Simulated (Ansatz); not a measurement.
**From the elastic tensor of GaSb at 3 GPa (stress–strain coefficients) to moduli and sound speeds**

Theory: DFT LDA, scalar-relativistic, plane waves, PAW in Ansatz. Settings: 420 eV plane-wave cutoff, Γ-centred 12×12×12 mesh, fixed occupations. No spin polarisation.

The structure is cubic, space group F-43m (No. 216). The conventional cell has a = 5.953 Å, b = 5.953 Å, c = 5.953 Å, α = 90.00°, β = 90.00°, γ = 90.00°. Ga (site symmetry -43m) is surrounded by 4 Sb at 2.58 Å. Sb (site symmetry -43m) has 4 Ga at 2.58 Å as nearest neighbours.

Relaxed-ion constants (GPa, on the Cartesian axes of the calculation):
```
101.4  53.8  53.8   0.0   0.0   0.0
 53.8 101.4  53.8   0.0   0.0   0.0
 53.8  53.8 101.4   0.0   0.0   0.0
  0.0   0.0   0.0  45.1   0.0   0.0
  0.0   0.0   0.0   0.0  45.1   0.0
  0.0   0.0   0.0   0.0   0.0  45.1
```

Density 6.028 g/cm³; 2 atoms in 52.75 Å³.

The values that follow are for a polycrystal of randomly turned grains, by Hill's mean where one number stands.

With S = C⁻¹: B_V = (C11+C22+C33+2(C12+C13+C23))/9, G_V = (C11+C22+C33−C12−C13−C23+3(C44+C55+C66))/15, 1/B_R = S11+S22+S33+2(S12+S13+S23), 15/G_R = 4(S11+S22+S33−S12−S13−S23)+3(S44+S55+S66); Hill is their mean. Then v_l = √((B+4G/3)/ρ), v_t = √(G/ρ), v_m = [(2/v_t³+1/v_l³)/3]^(−1/3) and Θ = (ħ/k_B)·v_m·(6π²n/V)^(1/3) for n atoms in the volume V; E = 9BG/(3B+G), ν = (3B−2G)/(2(3B+G)) and A^U = 5G_V/G_R + B_V/B_R − 6.

- Bulk modulus, Voigt / Reuss / Hill: 69.6 / 69.6 / 69.6 GPa
- Shear modulus, Voigt / Reuss / Hill: 36.6 / 33.2 / 34.9 GPa
- Young's modulus: 90 GPa
- Poisson ratio: 0.285
- Pugh ratio B/G: 2.00
- Universal anisotropy index: 0.51
- Longitudinal and transverse sound speeds: 4390 and 2406 m/s
- Debye temperature from the mean sound speed: 268 K

Cost: 1 run of about 1.7 core-minutes, on AMD EPYC 9R45 (Zen 5) (shared hosts).

Compressed GaSb resists shear along the cube axes (C44, 45.1 GPa) much better than the tetragonal shear set by C11 − C12, so it is stiffest along ⟨111⟩, the bond directions, and softest along ⟨100⟩. This is the usual zinc-blende pattern: uniaxial strain along ⟨100⟩ is taken up largely by bending the tetrahedral sp³ bond angles, which costs less than stretching the bonds. C12 exceeds C44, but that is no sign of metallic bonding, since under pressure even purely central forces separate the two stress–strain coefficients.

The Pugh ratio of 2.00 would conventionally suggest ductility, whereas GaSb is known to be brittle under ordinary conditions. The criterion misses the high lattice resistance to dislocation motion in a directionally bonded crystal, and pressure probably raises the ratio further by stiffening compression more than shear. The constants satisfy the cubic stability conditions for homogeneous strain, but this does not exclude a denser phase of lower enthalpy or a phonon instability at finite wavevector.
